Dear colleague,

Your photoemission maps of silicon show four dispersing valence bands, and the chemist's drawing shows four equivalent bonds per primitive cell. Within mean-field theory these describe one and the same many-electron state. I derive this below, sort the quantities that belong to the state from those that belong only to the orbitals chosen, and end with numbers. Energies are in eV, lengths in Å, and e² stands for e²/(4πε₀) = 14.40 eV Å.

1. Premises and notation

(a) The nuclei are fixed, the cores are frozen and absorbed in a spin-free one-electron operator h, and the valence electrons repel through a real, symmetric, spin-free kernel v(r₁,r₂), unchanged when both points are shifted by a lattice vector.
(b) The crystal has N primitive cells of volume Ω with periodic boundary conditions, so k runs over a Γ-centred mesh of N points. Eight valence electrons per cell fill M = 4N spatial orbitals twice each.
(c) The state is one Slater determinant of orbitals φ_i, orthonormal over the volume NΩ.

Two-electron integrals are in chemists' notation,
(ij|kl) = ∫∫ φ_i*(r₁) φ_j(r₁) v(r₁,r₂) φ_k*(r₂) φ_l(r₂) d³r₁ d³r₂.
New orbitals are φ'_j = Σ_i φ_i U_ij, the sum running over occupied orbitals only. Their overlap matrix is ⟨φ'_i|φ'_j⟩ = (U†U)_ij, so they are orthonormal exactly when U is unitary, and for a finite square matrix U†U = 1 implies UU† = 1.

2. The determinant

Take n spin orbitals χ_I and coordinates x_a (position and spin). Then Ψ = (n!)^(−1/2) det A with A_aI = χ_I(x_a). Mixing by χ'_J = Σ_I χ_I T_IJ gives A'_aJ = Σ_I A_aI T_IJ, the matrix product AT, at every configuration of the electrons. The determinant of a product is the product of the determinants, so
Ψ' = (det T) Ψ.   (1)
For unitary T, |det T|² = det(T†T) = 1, a constant phase. In the closed shell the same U acts on the up and on the down orbitals, T is block diagonal with two blocks U, and
Ψ' = (det U)² Ψ.   (2)
A constant phase cancels in ⟨Ψ|O|Ψ⟩ for every operator O. The sections below show how that works term by term, which also reveals the terms that do not survive.

3. The density matrix

Integrate nΨΨ* over all electrons but one. Orthonormality removes every pair of permutations that places different orbitals on an integrated coordinate, and what is left, per spin, is
γ(r₁,r₂) = Σ_i φ_i(r₁) φ_i*(r₂).
For the new set,
γ' = Σ_j Σ_ab φ_a(r₁) U_aj U*_bj φ_b*(r₂) = Σ_ab φ_a(r₁) (UU†)_ab φ_b*(r₂) = γ.   (3)
γ is the projector on the occupied space, and the electron density is 2ρ(r) with ρ(r) = γ(r,r). The converse holds too. Two determinants that are the same state have the same γ, hence the same occupied space, and two orthonormal bases of one space are related by a unitary matrix. A determinant fixes a subspace and no basis in it.

4. The two invariant sums

Carry out the sums over i and j under the integral. In (ii|jj) the i-sum gives ρ(r₁) and the j-sum ρ(r₂). In (ij|ji) the j-sum collects φ_j(r₁)φ_j*(r₂) = γ(r₁,r₂) and the i-sum collects its complex conjugate:
J = Σ_ij (ii|jj) = ∫∫ ρ(r₁) v ρ(r₂),   (4)
K = Σ_ij (ij|ji) = ∫∫ |γ(r₁,r₂)|² v.   (5)
Both depend on γ alone, so both are invariant, with the terms i = j included.

The order of the indices in (5) matters. For real orbitals (ij|ij) = (ij|ji), and many texts write the former. In general Σ_ij (ij|ij) = ∫∫ |β|² v with β(r₁,r₂) = Σ_j φ_j(r₁)φ_j(r₂), and β' = Σ_ab φ_a (UUᵀ)_ab φ_b. β is unchanged when UUᵀ = 1, which for unitary U means real orthogonal U; otherwise it generally changes. Multiplying φ₁ by the imaginary unit already reverses the sign of (12|12) and leaves (12|21) alone. Bloch functions are complex, so the exchange integral must be written (ij|ji).

5. Energy, Fock operator and the ε matrix

In ⟨Ψ|H|Ψ⟩ orthonormality leaves, for h, only equal permutations, and for v, equal permutations (sign +) or those differing by a swap of the two interacting electrons (sign −). Over spin orbitals E = Σ_I h_II + ½ Σ_IJ [(II|JJ) − (IJ|JI)]. The direct term survives for all four spin pairs, the exchange term only for the two parallel ones, so
E = 2 Σ_i h_ii + 2J − K.   (6)
Since Σ_i h'_ii = tr(U†hU) = tr(hUU†) = Σ_i h_ii, each of the three terms is invariant by itself.

The Fock operator acts as
(Fφ)(r₁) = hφ(r₁) + 2 [∫ v(r₁,r₂) ρ(r₂) d³r₂] φ(r₁) − ∫ v(r₁,r₂) γ(r₁,r₂) φ(r₂) d³r₂.   (7)
It is built from γ, so F' = F. Varying (6) gives δE = 2 Σ_i ⟨δφ_i|F|φ_i⟩ + complex conjugate. A variation inside the occupied space changes nothing, by (2). Stationarity against variations orthogonal to that space requires that Fφ_j have no component outside it:
Fφ_j = Σ_i φ_i ε_ij,   ε_ij = ⟨φ_i|F|φ_j⟩.   (8)
This is a condition on the subspace, and every basis of it obeys (8). Because F is the same operator,
ε' = U†εU.   (9)
The trace of ε, the trace of each power of ε and so the eigenvalues are invariant; single diagonal elements are not. From (7), tr ε = Σ_i h_ii + 2J − K, whence E = Σ_i h_ii + tr ε. The canonical orbitals are the basis in which ε is diagonal. In the frozen-orbital (Koopmans) picture their eigenvalues are the removal energies, which is why your spectrometer draws bands.

6. The sum that is not invariant

D = Σ_i (ii|ii) carries the index i four times and the summation once, so no factor UU† forms. Rotate two real orbitals: φ'₁ = φ₁ cos θ + φ₂ sin θ, φ'₂ = −φ₁ sin θ + φ₂ cos θ. Their densities are ρ₊ + δ and ρ₊ − δ with ρ₊ = (φ₁² + φ₂²)/2 and δ = ½(φ₁² − φ₂²) cos 2θ + φ₁φ₂ sin 2θ. The cross terms cancel and D = 2(ρ₊|ρ₊) + 2(δ|δ). Define P = ¼[(11|11) + (22|22) − 2(11|22)], Q = (12|12) and T = ½[(11|12) − (22|12)]. Then (δ|δ) = P cos²2θ + Q sin²2θ + T sin 4θ, and
D(θ) = 2(ρ₊|ρ₊) + P + Q + (P − Q) cos 4θ + 2T sin 4θ.   (10)
It is constant only if P = Q and T = 0.

Three things follow. The sums of (ii|jj) and of (ij|ji) over i ≠ j equal J − D and K − D and are not invariant either; any gain in D is lost by each of them. If the Fourier transform of v is non-negative, each (ij|ji) is a sum of |Fourier component of φ_i*φ_j|² times that transform and cannot be negative, so D ≤ K in every basis. And D can be maximised to select compact orbitals at no cost in energy, the criterion of Edmiston and Ruedenberg (1963).

7. Bloch against Wannier

The canonical orbitals of the crystal are the Bloch functions ψ_nk, n = 1 to 4. With any unitary 4×4 matrix u(k) at each k, define
w_μR = N^(−1/2) Σ_k e^(−ik·R) Σ_n ψ_nk u_nμ(k).   (11)
This is a mixing with U_(nk),(μR) = N^(−1/2) e^(−ik·R) u_nμ(k). On the mesh Σ_R e^(−i(k−k')·R) = N δ_kk', so (UU†)_(nk),(n'k') = δ_kk' Σ_μ u_nμ(k) u*_n'μ(k) = δ_kk' δ_nn'. U is unitary, and the determinant of doubly occupied Wannier functions is the filled-band determinant up to the phase (2). The freedom in u(k) is used to make the w_μR compact. Minimising their quadratic spread (Marzari and Vanderbilt, 1997) gives in Si four real, symmetry-equivalent functions centred on the four bonds. Equation (9) becomes
⟨w_μ0|F|w_νR⟩ = (1/N) Σ_k e^(−ik·R) [u†(k) ε(k) u(k)]_μν.   (12)
Set R = 0 and ν = μ and sum over μ. The four equivalent bonds share one diagonal element ε_b, and
4ε_b = (1/N) Σ_k Σ_n ε_n(k).   (13)
The bond energy level is the centre of gravity of the valence bands, and the off-diagonal elements are the hopping integrals that rebuild the dispersion.

To see where the repulsion goes, take one band and drop products of different Wannier functions (zero differential overlap, ZDO), keeping g_(R−S) = (RR|SS) and g̃(q) = Σ_R e^(iq·R) g_R. Inserting ψ_k = N^(−1/2) Σ_R e^(ik·R) w_R gives (kk|k'k') = g̃(0)/N and (kk'|k'k) = g̃(k'−k)/N. The Bloch sums are J = N g̃(0) and K = Σ_q g̃(q) = N g₀, the same as the Wannier sums. But D is g̃(0) for Bloch and N g₀ for Wannier functions. As for (kk'|kk'), shifting both electrons by R multiplies the integrand by e^(2i(k'−k)·R), so it vanishes unless 2(k'−k) is a reciprocal lattice vector: 8 values of k' out of 512 on an 8×8×8 mesh.

8. Range of validity

Equations (1) to (9) are exact algebra for any single determinant, self-consistent or not, apart from the first half of (8), which needs stationarity. They hold as well for Kohn–Sham and hybrid schemes whose energy is a functional of γ. They require the following.

Equal occupations. With γ = Σ_i f_i φ_iφ_i*, step (3) works only among orbitals of equal f. The same four bands must be full at every k, which fails in a metal and for the carriers of a doped sample. Si has a fundamental gap of 1.12 eV at 300 K (compiled value, Wing 2021). With kT = 0.0259 eV and the chemical potential near midgap, the hole occupation of the topmost state is about exp(−1.12 eV/2kT) = 3.9 × 10⁻¹⁰, negligible here.

No admixture of empty orbitals. Mixing in conduction states changes γ and the state. Atom-centred sp³ functions, eight per cell, span valence and conduction bands together and are no basis of the occupied space.

A gap for localisation. Unitarity of (11) holds for any u(k), however ragged. Exponential decay of w needs a u(k) that makes the mixed Bloch functions analytic in k. It exists for an isolated group of bands with vanishing Chern numbers, which time reversal ensures here. The group is isolated: at every k the direct gap is at least as large as the fundamental gap.

Spin. Spin–orbit coupling, 0.044 eV at the valence top (compiled value, Ioffe Institute NSM archive), is 0.4 per cent of a 12 eV band width. With it the orbitals are spinors, and (1) applies with an 8N × 8N matrix T in place of (2).

One determinant. Correlation lies outside the theorem. Functionals built from D, such as the orbital self-interaction correction of Perdew and Zunger (1981), are not invariant, and section 9 shows by how much.

9. A numerical illustration: a four-bond model of Si

The ε matrix. Let a be the cubic lattice constant and d_μ = (a/4)(1,1,1), (a/4)(1,−1,−1), (a/4)(−1,1,−1), (a/4)(−1,−1,1) the bond vectors from the atom at the origin, with bond centres at τ_μ = d_μ/2. Keep three elements of (12): ε_b on the diagonal; V between bonds that share an atom, six neighbours, at offsets ±(τ_ν − τ_μ); V' between parallel bonds two steps along a zigzag chain, six neighbours, at offsets ±(d_μ − d_λ). In the basis N^(−1/2) Σ_R e^(ik·(R+τ_μ)) w_μR the matrix is real:
H_μν = 2V cos[k·(τ_μ − τ_ν)] for μ ≠ ν,
H_μμ = ε_b + 2V' Σ_(λ≠μ) cos[k·(d_μ − d_λ)].
Its trace is 4ε_b + 2V'(|s|² − 4) with s = Σ_μ e^(ik·d_μ).

At Γ all cosines are 1: one level ε_b + 6V' + 6V and three at ε_b + 6V' − 2V. The eigenvectors are ½(1,1,1,1), ½(1,1,−1,−1), ½(1,−1,1,−1) and ½(1,−1,−1,1), the matrix that connects s and p orbitals with sp³ hybrids, of determinant −1. At X, k = (2π/a)(1,0,0), the phases k·d_μ are π/2, π/2, −π/2, −π/2; the diagonal is ε_b − 2V', H splits into two pairs coupled by 2V, and the levels are ε_b − 2V' ± 2V, each twice. At L, k = (π/a)(1,1,1), the phases are 3π/4 and three times −π/4; bond 1 decouples at ε_b − 6V', and the other three give ε_b + 2V' + 4V once and ε_b + 2V' − 2V twice.

I choose the parameters to reproduce two typical features of the Si valence bands, an approximate width of 12 eV and an upper X level about 3 eV below the top, with the top as zero. The width is −8V, so V = −1.5 eV; the X depth is 8V', so V' = 0.375 eV; and ε_b = 2V − 6V' = −5.25 eV. The model's levels in eV:

Γ (1 point): −12.0, 0, 0, 0; sum −12.0
L (4 points): −10.5, −7.5, −1.5, −1.5; sum −21.0
X (3 points): −9.0, −9.0, −3.0, −3.0; sum −24.0

These eight points form the 2×2×2 mesh. The 32 Bloch levels add to −168.0 eV, and 32 Wannier diagonal elements of −5.25 eV add to the same, as (13) demands, although no Bloch level in the list lies at −5.25 eV. A hole made suddenly in one bond is no stationary state. Its energy distribution has mean ε_b and, from the diagonal of ε² on any finer mesh, standard deviation (6V² + 6V'²)^(1/2) = 3.8 eV.

The phase. U† is the product of the discrete Fourier matrix, once for each of the four bonds, the factors e^(ik·τ_μ) and real orthogonal eigenvector matrices. The fourth power of a discrete Fourier matrix is the unit matrix, so its determinant to the fourth power is 1. The factors multiply to 1 because Σ_μ τ_μ = 0. The eigenvector matrices give ±1. With real eigenvectors det U = ±1, and by (2) the two closed-shell determinants are equal outright.

The kernel. A charged orbital in a periodic system needs a convention for the long-range Coulomb tail. I cut e²/r off at R_c with 4πR_c³/3 = NΩ and repeat it over the supercells (Spencer and Alavi, 2008). Its transform is ṽ(q) = 4πe² ∫ sin(qr)/q dr from 0 to R_c = 4πe²(1 − cos qR_c)/q², never negative, with ṽ(0) = 2πe²R_c².

Wannier side. Inputs: a ≈ 5.43 Å, so Ω = a³/4 = 40.0 Å³, and a typical calculated spread ⟨r²⟩ ≈ 2.0 Å² of a Si bond function. I model |w|² as a Gaussian of variance σ² = 2/3 Å² per axis (σ = 0.82 Å). The separation of two electrons drawn from such clouds is Gaussian with variance 2σ² per axis, and the mean of e²/r₁₂ is e² erf(d/2σ)/d for centres d apart, tending to e²/(σ√π) as d → 0. So g₀ = 9.95 eV, and g₁ = 6.78 eV for neighbouring bonds at d = a/(2√2) = 1.92 Å. The third figure is kept only so that the sums can be followed. Rotating two such bonds by 45° in ZDO (Q = T = 0, P = (g₀ − g₁)/2 = 1.59 eV) takes D from 19.9 to 16.7 eV by (10), (11|22) from 6.78 to 8.36 eV and (12|21) from 0 to 1.59 eV. The pair's J stays at 33.5 eV and its K at 19.9 eV.

Bloch side. The density of one Bloch function is lattice periodic, |ψ|² = (1/NΩ) Σ_G ρ_G e^(iG·r) with ρ₀ = 1 by normalisation, so its self-repulsion is (1/NΩ) Σ_G |ρ_G|² ṽ(G). The term G = 0 is 2πe²R_c²/(4πR_c³/3) = 3e²/(2R_c), whatever the shape of ψ. In the ZDO Gaussian model |ρ_G|² ≤ exp(−σ²G²) and 1 − cos ≤ 2, and the shells 111, 200, 220 and 311, beyond which nothing counts at this precision, bound the rest by 1.5 eV/N: 0.024 eV at N = 64 and 0.003 eV at N = 512. The model's D/M:

mesh 4×4×4, N = 64, R_c = 8.49 Å: Wannier 9.95 eV, Bloch 2.5 eV
mesh 8×8×8, N = 512, R_c = 16.98 Å: Wannier 9.95 eV, Bloch 1.27 eV
mesh 16×16×16, N = 4096, R_c = 33.95 Å: Wannier 9.95 eV, Bloch 0.64 eV
volume 1 mm³, R_c = 0.62 mm: Wannier 9.95 eV, Bloch 3.5 × 10⁻⁶ eV

The cut-off does not touch the Wannier column, since even on the smallest mesh the nearest image, at 4a/√2, lies 6.9 Å beyond R_c. The Bloch column falls as N^(−1/3); its prefactor 3/2 belongs to the convention. In ZDO K/M = g₀. On the 8×8×8 mesh that amount sits wholly on the diagonal for Wannier functions, and for Bloch functions 1.27 eV sits on the diagonal and 8.7 eV in exchange between different states. An energy term proportional to D is thus extensive in one basis and vanishes per electron in the other.

What ZDO leaves out. Gaussian amplitudes on neighbouring bonds would overlap by exp(−d²/8σ²) = 0.50. True Wannier functions cancel this with sign-changing tails, and their mutual exchange is not zero. A uniform gas at the valence density n = 8/Ω = 0.200 Å⁻³ gives a rough size. There k_F = (3π²n)^(1/3) = 1.81 Å⁻¹, γ(r) = (n/2) 3j₁(k_F r)/(k_F r), and by (5), for large R_c, K/M = (2/n) ∫ γ² (e²/r) d³r = (18πn e²/k_F²) ∫ j₁(x)²/x dx from 0 to ∞. The integral is 1/4, so K/M = 3e²k_F/(2π) = 12.4 eV. On this estimate the off-diagonal exchange dropped on the Wannier side is about 2.5 eV per orbital, some 20 per cent of K, and g₀ respects the bound D ≤ K. All these are bare integrals; the repulsion of two real holes far apart is reduced by the dielectric constantof the crystal.

These numbers are the model's. Its band parameters were chosen for the typical screened bands that photoemission resembles; as typical knowledge, the lower X and L levels of Si lie roughly 1 eV above the model's, and unscreened Hartree–Fock bands are roughly 40 per cent wider, so as a Hartree–Fock ε matrix the model is too narrow. The contrast does not hang on these choices: in the model's single state the orbital self-repulsion is about 10 eV per bond function and 1.27 eV per Bloch function on the 8×8×8 mesh, while γ, F, E, J, K and tr ε = 4N ε_b are the same in both.